## Margin notes: capacitance of a negative-$U$ K centre at the Si$_3$N$_4$/Si interface

### Problem

A metal/silicon nitride/n-Si capacitor at $T=300$ K holds a sheet of K centres (a silicon dangling bond on an atom back-bonded to three nitrogens) at the interface. Each carries $n=0,1,2$ electrons (K$^+$, K$^0$, K$^-$) and is in equilibrium with the silicon Fermi level $E_F$. Energies are counted upward from the silicon valence-band edge at the surface.

- Compiled values for Si: gap 1.12 eV (Wing 2021), static dielectric constant 11.7 (Ioffe Institute).
- Typical values: nitride dielectric constant 7.5, and $N_c=2.8\times10^{25}$ m$^{-3}$ for the Si conduction band.
- Assumed values: nitride thickness $t=20$ nm, donors $N_D=1.0\times10^{22}$ m$^{-3}$, centres $N=1.0\times10^{16}$ m$^{-2}$, $E_1=0.75$ eV, $U=-0.30$ eV, and for part (d) a Gaussian level spread $\sigma=0.10$ eV.

Find (a) position, height and width of the quasi-static $C_{it}$ peak, (b) the same for $U=+0.30$ eV about the same centre, (c) the effect on the gate-voltage sweep, (d) what disorder leaves of the peak.

### Solution

**Note 1: what the levels mean.** $E_1=E(\mathrm K^0)-E(\mathrm K^+)$ and $E_2=E(\mathrm K^-)-E(\mathrm K^0)=E_1+U$, each state taken in its own relaxed geometry. So $U$ is Coulomb repulsion minus relaxation gain, and it may be negative. Then $2\mathrm K^0\to\mathrm K^++\mathrm K^-$ releases $|U|$. K$^0$ is a spin doublet and K$^\pm$ are singlets, so the grand-canonical weights are

$$1\;:\;2e^{(E_F-E_1)/kT}\;:\;e^{(2E_F-E_1-E_2)/kT}.$$

A product of two independent Fermi functions is no substitute when $U<0$, since the second level exists only once the first electron is present.

**Note 2: why a variance.** Each weight goes as $e^{nE_F/kT}$, so $d\langle n\rangle/dE_F=(\langle n^2\rangle-\langle n\rangle^2)/kT$. The sheet charge is $Q=qN(1-\langle n\rangle)$ with $q>0$. Raising the surface potential by $d\psi_s$ lowers the levels by $q\,d\psi_s$ relative to $E_F$, hence

$$C_{it}=-\frac{dQ}{d\psi_s}=C_0\,\mathrm{var}(n),\qquad C_0=\frac{q^2N}{kT}.$$

This is the zero-frequency limit. Three states with fixed total probability have two relaxation rates, and the signal must be slow against both.

**Note 3: the symmetric form.** Put $E_m=(E_1+E_2)/2$, $u=(E_F-E_m)/kT$ and $b=e^{U/2kT}$. Dividing the weights by $e^{u}$ gives $e^{-u}:2b:e^{u}$, and

$$\langle n\rangle=1+\frac{\sinh u}{\cosh u+b},\qquad \mathrm{var}(n)=\frac{d\langle n\rangle}{du}=\frac{1+b\cosh u}{(\cosh u+b)^2}.$$

The area $\int\mathrm{var}\,du=2$ holds for every $U$. Only the shape tells the sign.

**Note 4: when the peak splits.** At $u=0$ the variance is $1/(1+b)$. Its derivative with respect to $w=\cosh u$ has the sign of $b^2-2-bw$, which vanishes at $w=b-2/b$. That root exceeds 1 only for $b>2$, that is $U>2kT\ln2=1.39\,kT$. Above this threshold there are two maxima of height $b^2/[4(b^2-1)]$. For $b\gg1$ they tend to $1/4$ and sit at $e^{|u|}=2b$, which is $E_1-kT\ln2$ and $E_2+kT\ln2$. The spin entropy of K$^0$ widens its range on both sides. Below the threshold there is one peak, and setting the variance to $1/[2(1+b)]$ gives a quadratic in $w$ with the root

$$\cosh u_{1/2}=b^2+(1+b)\sqrt{b^2-2b+2}.$$

At $U=0$ the height is $1/2$ and $\cosh u_{1/2}=3$. For $-U\gg kT$ the variance becomes $\mathrm{sech}^2u$, of height 1 and full width $2\,\mathrm{arcosh}\sqrt2\,kT=1.763\,kT$. These last values are limits, not properties of every negative $U$. Against a one-electron peak the height is fourfold, because the variance goes as the square of the charge step, and the width is halved.

**(a) Negative $U$.** $kT=4.142\times10^{-21}$ J $=25.85$ meV. The levels are $E_2=0.45$ eV and $E_m=0.60$ eV, just above the silicon midgap at 0.56 eV. Nothing happens at $E_1$ or $E_2$ themselves.

$$C_0=\frac{(1.602\times10^{-19}\ \mathrm C)^2(1.0\times10^{16}\ \mathrm{m^{-2}})}{4.142\times10^{-21}\ \mathrm J}=62.0\ \mathrm{mF/m^2}.$$

With $U/2kT=-5.80$, $b=3.02\times10^{-3}$. The peak is $C_0/(1+b)=61.8$ mF/m$^2$. The half-height condition gives $\cosh u_{1/2}=1.4164$, so the full width is $1.767\,kT=45.7$ meV. Read as a density of one-electron states, $C_{it}/q^2=3.86\times10^{17}$ m$^{-2}$ eV$^{-1}$, whose energy integral is $2N$. An analyst who assumes one electron per trap counts each centre twice.

The paramagnetic fraction $b/(\cosh u+b)$ never exceeds 0.30 %, or $3.0\times10^{13}$ m$^{-2}$. The sheet is neutral at $E_F=E_m$, yet nearly every centre is charged.

**(b) Positive $U$.** Now $E_1=0.45$ eV, $E_2=0.75$ eV and $b=331$. With $kT\ln2=17.9$ meV the peaks lie at 0.432 eV and 0.768 eV. Each has height $C_0/4=15.5$ mF/m$^2$ and, having the shape $\tfrac14\mathrm{sech}^2(\Delta u/2)$ about its maximum, width $3.525\,kT=91.1$ meV. Between them $C_{it}$ falls to 0.187 mF/m$^2$ and 99.7 % of the centres carry a spin.

**(c) The gate sweep for negative $U$.** The nitride capacitance is $C_N=7.5\,\varepsilon_0/t=3.320$ mF/m$^2$. In the bulk $E_c-E_F=kT\ln(N_c/N_D)=0.205$ eV, so $E_F$ is 0.915 eV above the valence band. Bringing it to $E_m$ at the surface takes a depleting band bending $\phi=0.315$ V. Holes are negligible because $E_m$ is above midgap. Poisson's equation with donors and electrons gives the silicon charge $\sqrt{2\varepsilon_s kTN_D\,(y-1+e^{-y})}$ with $y=q\phi/kT=12.2$ and $\varepsilon_s=11.7\,\varepsilon_0$. Dropping $e^{-y}$ and differentiating,

$$C_D=\sqrt{\frac{q\varepsilon_sN_D}{2(\phi-kT/q)}}=0.536\ \mathrm{mF/m^2}.$$

Charge balance at the interface, $C_N(dV_G-d\psi_s)=(C_D+C_{it})\,d\psi_s$, gives at the peak

$$\frac{d\psi_s}{dV_G}=\frac{C_N}{C_N+C_D+C_{it}}=0.0506,$$

against 0.861 without centres. The quasi-static capacitance per area, $C_N(1-d\psi_s/dV_G)$, rises from $0.139\,C_N$ to $0.949\,C_N$. It saturates near $C_N$, so the height of a tall peak is poorly determined by such a curve. The stretch along the voltage axis is the better observable:

$$\Delta V_G=\frac{1}{C_N}\int C_{it}\,d\psi_s=\frac{2qN}{C_N}=\frac{3.204\ \mathrm{mC/m^2}}{3.320\ \mathrm{mF/m^2}}=0.965\ \mathrm V.$$

A fraction $\sinh u_{1/2}/(\cosh u_{1/2}+b)=0.707$ of it, 0.68 V, falls inside the half-height width, which a trap-free device would cross in 53 mV. This is Fermi-level pinning at $E_m$.

**Note 5: the centres are not independent.** Notes 1 to 4 let the centres interact only through the mean $\psi_s$. Negative-$U$ centres are charged even when $Q=0$. A charge at the interface produces the potential $q/(4\pi\varepsilon_0\bar\varepsilon r)$ with $\bar\varepsilon=(7.5+11.7)/2=9.6$, which is $A/r$ with $A=0.150$ V nm. At the mean spacing $N^{-1/2}=10$ nm this is 15 mV. For random positions and uncorrelated signs the variances add:

$$\sigma_\psi^2=N\int_{a}^{t}\frac{A^2}{r^2}\,2\pi r\,dr=2\pi NA^2\ln\frac ta .$$

The gate screens beyond about $t$, and an assumed closest approach $a=1$ nm gives $\sigma_\psi\approx65$ mV. Mutual screening by the switching centres lowers this, so it is an estimate of size only. It nevertheless exceeds the 45.7 meV width, and the variation of bond geometry in an amorphous film adds to it. The figures in (a) to (c) therefore describe identical, independent centres.

**(d) With disorder.** Let $E_m$ scatter as a Gaussian of width $\sigma$ at fixed $U$, with $s=\sigma/kT=3.87$. The maximum is

$$C_{it}^{\max}=\frac{C_0}{s\sqrt{2\pi}}\int_{-\infty}^{\infty}\mathrm{var}(u)\,e^{-u^2/2s^2}du=12.4\ \mathrm{mF/m^2},$$

close to the wide-spread limit $2C_0/(s\sqrt{2\pi})=12.8$ mF/m$^2$ and a factor 5.0 below the ideal peak. That limit contains only $2N/\sigma$, so twice as many one-electron traps give almost the same curve. The stretch of 0.965 V survives unchanged. The sign of $U$ must then come from comparing charge with spin: a large exchanged charge together with an equilibrium spin density that stays far below $N$ at every bias. The usual assignment of negative $U$ to the K centre rests on spin-resonance arguments of this kind.

**Note 6: model and material.** All results are the model's, since $N$, $E_1$, $U$ and $\sigma$ were assumed. The broadened maximum equals $7.8\times10^{16}$ m$^{-2}$ eV$^{-1}$. Typical midgap trap densities at nitride/Si interfaces are roughly $10^{15}$ to $10^{16}$ m$^{-2}$ eV$^{-1}$ and vary smoothly with energy, so the model overshoots by about one to two orders of magnitude. It places every centre at the interface, whereas real K centres are spread through the film. Their tunnelling exchange with the silicon slows exponentially with depth, and the $+\to-$ transfer must pass through the sparse K$^0$ state. Centres that cannot follow the signal appear as hysteresis or fixed charge instead of as $C_{it}$.